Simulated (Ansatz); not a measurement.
# A series in volume scale on TaTi3

All results are calculated (Ansatz 0.2.0). Free energy against uniform scaling of the volume at fixed shape and fractions; periodic cell, basis, potentials, k mesh and filling as listed.

The cell before it is scaled or strained (space group Pm-3m, No. 221):
```
TaTi3
1.0
      4.1330     0.0000     0.0000
      0.0000     4.1330     0.0000
      0.0000     0.0000     4.1330
Ti Ta
3 1
Direct
  0.00000 0.50000 0.50000
  0.50000 0.00000 0.50000
  0.50000 0.50000 0.00000
  0.00000 0.00000 0.00000
```

Settings of every row: functional LDA; dispersion none; accuracy low; potentials PAW; wave cutoff 380 eV; density cutoff 1520 eV; k mesh 6x6x6; k shift 0x0x0; occupations fermi dirac; smearing width 0.1 eV; spin none; xc grid level 2; SCF threshold exponent -6.

Limits: coarse k mesh, up to 40 meV an atom off; cutoff under the advised one; loose SCF threshold; stress loosely converged; no spin-orbit coupling, which can matter with elements this heavy; the cell comes from a prototype or a list of computed structures and needn't be the stable phase.

| row | volume scale | V (Å³/atom) | pressure (GPa) | energy above lowest point (meV/atom) |
| --- | --- | --- | --- | --- |
| 1 | 0.9 | 15.885 | 4.78 | 7.3 |
| 2 | 0.925 | 16.326 | 0.59 | 0 |
| 3 | 0.95 | 16.767 | -3.12 | 3.5 |
| 4 | 0.975 | 17.208 | -6.41 | 16.8 |
| 5 | 1 | 17.65 | -9.31 | 38.5 |
| 6 | 1.025 | 18.091 | ? | ? |
| 7 | 1.05 | 18.532 | -14.16 | 103.7 |
| 8 | 1.075 | 18.973 | -16.16 | 145.5 |
| 9 | 1.1 | 19.415 | -17.93 | 192.5 |

Question: what pressure and energy above lowest point should row 6 give?

Worked fit of pressure. Take u = (V_r/V)^(2/3) − 1 with V_r = 17.429 Å³ an atom, which is twice the finite (Eulerian) strain; such expansions in the strain, on which the Birch-Murnaghan equation of state is built, carry the rest volume and the bulk modulus. The shown rows have u = 0.06379, 0.04455, 0.02615, 0.00854, -0.00837, -0.04008, -0.05502, -0.06941. Least squares give pressure = −7.905 + 172.14 × u + 409.3 × u² + 147 × u³ GPa; a parabola predicts inner rows, each left out in turn, worse (root mean square 0.012 against 0.0063 GPa). The rows lie off it by 0.00, 0.00, 0.00, -0.01, 0.01, 0.00, 0.00, 0.00. The pressure vanishes at u = 0.0417, or V = 16.39 Å³ an atom, and there the bulk modulus at fixed shape and fractions is B = −V dP/dV = (2/3)(1 + u) dP/du = 144 GPa. The withheld row has u = -0.02455, so the fit gives −7.905 + 172.14 × (-0.02455) + 409.3 × (-0.02455)² + 147 × (-0.02455)³ = -11.89 GPa.

The calculation gave -11.88 GPa. The fit lies 0.01 GPa (0.044 % of the column's range) below it, one unit of the last digit.

Worked fit of energy above lowest point. Take u = (V_r/V)^(2/3) − 1 with V_r = 17.429 Å³ an atom, which is twice the finite (Eulerian) strain; such expansions in the strain, on which the Birch-Murnaghan equation of state is built, carry the rest volume and the bulk modulus. The shown rows have u = 0.06379, 0.04455, 0.02615, 0.00854, -0.00837, -0.04008, -0.05502, -0.06941. Least squares give energy above lowest point = 26.64 − 1291 × u + 15652 × u² − 2575 × u³ meV/atom; a parabola predicts inner rows, each left out in turn, worse (root mean square 0.19 against 0.054 meV/atom). All shown rows lie on it to the printed digit. Its lowest point lies at u = 0.0417, or V = 16.39 Å³ an atom, and the curvature there gives the bulk modulus at fixed shape and fractions, B = (4/9)(1 + u)² E″(u)/V = 145 GPa. The withheld row has u = -0.02455, so the fit gives 26.64 − 1291 × (-0.02455) + 15652 × (-0.02455)² − 2575 × (-0.02455)³ = 67.8 meV/atom.

The calculation gave 67.7 meV/atom. The fit lies 0.1 meV/atom (0.052 % of the column's range) above it, one unit of the last digit.
